**Q:** I have a ketone with an AsH₂ group on its chain, 4-arsanylhexan-2-one. The calculation keeps six shapes of the molecule, and I have seen the results for five. Can we work out how much of the sixth is present, and does its shape tell us why?

**A:** The torsions of the sixth, row 3, are known, so we can compare it with the others before looking at its energy.

Conformers of 4-arsanylhexan-2-one without solvent, computed with PySCF 2.14.0 and tblite 0.8.0: CAM-B3LYP-D3(BJ)/6-31G(d) energies at GFN2-xTB geometries. Free energies and weights, at 298.15 K, include GFN2-xTB quasi-harmonic terms. The torsions are, in order, C1-C2-C3-As4, C2-C3-As4-H4, As4-C3-C5-C6 and C3-C5-C6-O8.

| number | torsions in degrees | GFN2-xTB energy above its lowest (kcal/mol) | DFT energy above the lowest (kcal/mol) | free energy above the lowest (kcal/mol) | weight (%) | dipole (D) |
| --- | --- | --- | --- | --- | --- | --- |
| 1 | (60,-102,51,-26) | 0.000 | 0.010 | 0.000 | 43.90 | 3.790 |
| 2 | (70,94,-53,13) | 0.800 | 0.000 | 0.240 | 29.10 | 3.830 |
| 3 | (174,85,-49,13) | ? | ? | ? | ? | ? |
| 4 | (172,-87,53,-52) | 0.960 | 1.320 | 1.470 | 3.70 | 3.710 |
| 5 | (177,-54,-50,54) | 1.660 | 1.490 | 1.790 | 2.20 | 3.750 |
| 6 | (83,-54,-53,58) | 2.390 | 2.240 | 2.390 | 0.80 | 3.640 |

C1 and C2 form the ethyl end, C3 carries the arsenic As4, C5 is the CH₂ group, and C6 is the carbonyl carbon with its oxygen O8. The four torsions place, in order, C1 against As, one As–H bond against C2, C6 against As, and O against C3. A torsion near 60° is called gauche, with the two end atoms close neighbours. Near 180° it is anti, with the ends far apart, and near 0° it is eclipsed.

**Q:** Which of these angles should I look at first?

**A:** The last one. In rows 1 and 2, which tie in DFT energy, the C=O bond lies within about 26° of the C5–C3 bond. In rows 4 to 6 it is twisted by more than 50°, and these rows lie 1.3 to 2.2 kcal/mol higher.

Ketones usually prefer the small twist, and one likely reason is geometric. The carbonyl carbon is flat, so its methyl group points away from the oxygen. When C=O eclipses C5–C3, that methyl group sits in the gap between the two hydrogens on C5. A twist of 50 to 60° swings it almost onto one of those C–H bonds, and the bonds then repel each other. Other angles change between these rows too, and in all six shapes the oxygen leans towards the arsenic, so an attraction between the two could matter as well. The table agrees with the geometric cause but does not isolate it.

Row 3 has a twist of only 13°. On this argument it belongs with the low group.

**Q:** It looks almost like row 2. What is different?

**A:** Only the turn about C2–C3. Butane is a useful simpler case: its gauche form lies between 0.5 and 1 kcal/mol above the anti form, a recalled range, because its end groups crowd each other. Butane has just one such contact to gain or lose. Here C3 carries two heavy neighbours, arsenic and C5. In each of the six shapes C1 is gauche to one of them and roughly anti to the other, so the turn swaps one contact for another. In row 2 C1 is gauche to arsenic and anti to C5; in row 3 it is the other way round.

**Q:** Then take the price of that swap from another pair of rows and add it to row 2.

**A:** The known rows offer two prices, and they disagree even in sign. From row 1 to row 4 the DFT energy rises by 1.31 kcal/mol, but the carbonyl twist grows as well. From row 6 to row 5 little else changes, and the energy falls by 0.75. That second price would put row 3 below row 2, which is already the lowest in DFT energy. The cost of the swap evidently depends on how the rest of the molecule is arranged.

**Q:** So how do you get a number?

**A:** From the weights, which add up to 100% over the six conformers. The five known ones hold 79.7%, so row 3 holds the other 20.3%. That is arithmetic rather than chemistry, but it leads on to the energies.

A conformer's weight is proportional to exp(−G/RT), where G is its free energy above the lowest and RT is the thermal energy, 0.59 kcal/mol at room temperature. Row 1 has G = 0 and a weight of 43.9%. For row 3 this gives G = 0.59 × ln(43.9/20.3) = 0.46 kcal/mol.

The free energy contains the DFT energy and a thermal part, which counts how freely each shape can vibrate and rotate. In the five known rows the free energy exceeds the DFT energy by 0.17 kcal/mol on average. Subtracting this leaves a DFT energy of 0.29 for row 3.

**Q:** And the other two columns?

**A:** For the GFN2-xTB energy I add the average difference between the two levels in the known rows. For the dipole I take the known average, since one C=O group dominates it in every shape. The last three ranges below are about twice the scatter of the known rows.

- Weight: 20.3 ± 0.3%
- Free energy: 0.46 ± 0.03 kcal/mol
- DFT energy: 0.29 ± 0.25 kcal/mol, nearer to rows 1 and 2 than to row 4
- GFN2-xTB energy: 0.44 kcal/mol, within 0 to 1.3
- Dipole: 3.74 ± 0.15 D

**Q:** Let's see the calculation.

The withheld rows as computed:

| number | torsions in degrees | GFN2-xTB energy above its lowest (kcal/mol) | DFT energy above the lowest (kcal/mol) | free energy above the lowest (kcal/mol) | weight (%) | dipole (D) |
| --- | --- | --- | --- | --- | --- | --- |
| 3 | (174,85,-49,13) | 1.010 | 0.420 | 0.460 | 20.40 | 3.860 |

**A:** All five values fall inside their ranges, and row 3 does join the low group. The weight and free energy agree almost exactly, as they must if the bookkeeping is sound. The DFT energy is a fairer test, and my forecast was 0.13 kcal/mol too low. The GFN2-xTB forecast was 0.57 too low, which only a wide range could cover, and the dipole forecast was 0.12 D too low. Row 3 was kept out of every average; the printed output lists the steps.

**Q:** Why was the DFT energy too low?

**A:** Because the thermal part differs from shape to shape. In row 3 the free energy exceeds the DFT energy by only 0.04 kcal/mol, not by the average 0.17. Row 3 is thus favoured by its thermal part nearly as much as row 1 is.

**Q:** Now we have a clean price for the swap. What does it tell us?

**A:** Going from row 2 to row 3 costs 0.42 kcal/mol in DFT energy, somewhat less than the butane range. That makes sense for an exchange: C1 takes on a butane-like contact with C5 and gives up a contact with arsenic. If the contact with arsenic is the milder of the two, the exchange costs something, but less than a whole new contact. The C–As bond is much longer than a C–C bond, which holds the bulky AsH₂ group further away.

**Q:** But the same swap gained 0.75 between rows 6 and 5.

**A:** There the AsH₂ group is turned differently, and the carbonyl is twisted. Look at the first torsion of row 6: it is 83°, where rows 1 and 2 have 60° and 70°. C1 seems to be pushed away from the AsH₂ group. The second torsion, −54°, has the opposite sign to the first, and this brings the listed As–H bond round towards C1. Turning C1 to the far side removes that contact, which is a likely reason why the swap pays. The torsions show the contact but not its share of the energy, and the carbonyl twist could also play a part.

For a similar molecule, I would therefore not carry over a price for one gauche contact unless the other torsions match too.

**Q:** Why did the GFN2-xTB forecast miss by so much more?

**A:** I averaged over shapes on which the two levels disagree in different ways. DFT makes rows 1 and 2 equal, while GFN2-xTB puts row 2 higher by 0.80 kcal/mol. Row 3 shares three of its four torsions with row 2, and it also shares most of this disagreement: its GFN2-xTB energy is 0.59 above its DFT energy. With hindsight, row 2 alone would have been a better guide than the average of five rows.

The two levels come closer on the swap itself. GFN2-xTB makes it cost 1.01 − 0.80 = 0.21 kcal/mol, against 0.42 in DFT. What the two shapes have in common largely cancels when they are compared with each other.

**Q:** Which shape would I find in a real sample?

**A:** A mixture. Rows 1, 2 and 3 together hold 43.9 + 29.1 + 20.4 = 93.4% of the calculated population, for isolated molecules without solvent. A free-energy gap smaller than RT leaves a conformer more than a third as populated as the leading one.

The order within the low group is less certain. Row 1 outweighs row 2 by a factor of 1.5, yet their DFT energies alone would make them practically equal. The lead comes from thermal terms calculated with GFN2-xTB, and a shift of a few tenths of a kcal/mol could reverse it. The small basis set adds to the doubt, because it can make compact shapes look too stable.

**Q:** And if the search overlooked a seventh shape?

**A:** Then every weight in the table would shrink by the same factor, to make room for it. The energy differences among these six would stay as they are. The percentages are therefore provisional.

The analysis program printed:

```
RT at 298.15 K (kcal/mol): 0.5925
sum of the five known weights (%): 79.7
mixing entropy with the remainder given to row 3 (cal/(mol K)): 2.561
DFT energy change, C1 gauche to anti to As, row 1 to row 4 (kcal/mol): 1.31
DFT energy change, C1 gauche to anti to As, row 6 to row 5 (kcal/mol): -0.75
mean free energy less DFT energy, known rows (kcal/mol): 0.166
scatter of that difference (kcal/mol): 0.1172
mean GFN2-xTB less DFT energy, known rows (kcal/mol): 0.15
scatter of that difference between levels (kcal/mol): 0.4209
row 3 weight, forecast (%): 20.3
row 3 weight, computed (%): 20.4
row 3 free energy, forecast (kcal/mol): 0.457
row 3 free energy, computed (kcal/mol): 0.46
row 3 DFT energy, forecast (kcal/mol): 0.291
row 3 DFT energy, computed (kcal/mol): 0.42
row 3 DFT energy, forecast less computed (kcal/mol): -0.129
row 3 GFN2-xTB energy, forecast (kcal/mol): 0.441
row 3 GFN2-xTB energy, computed (kcal/mol): 1.01
row 3 GFN2-xTB energy, forecast less computed (kcal/mol): -0.569
fit of conformer_dipole on 5 rows: constant 3.744 +/- 0.033; rms 0.0656, worst 6 0.104, leave-one-out rms 0.082
  rows outside the fit (model, value, miss): 3 3.744, 3.86, -0.116
ratio of weights, row 1 to row 2, as computed: 1.509
ratio of weights, row 1 to row 2, from DFT energies alone: 0.9833
thermal shift and level difference (kcal/mol):
  row  free energy less DFT energy  GFN2-xTB less DFT energy
    1                        -0.01                     -0.01
    2                         0.24                       0.8
    3                         0.04                      0.59
    4                         0.15                     -0.36
    5                          0.3                      0.17
    6                         0.15                      0.15
```
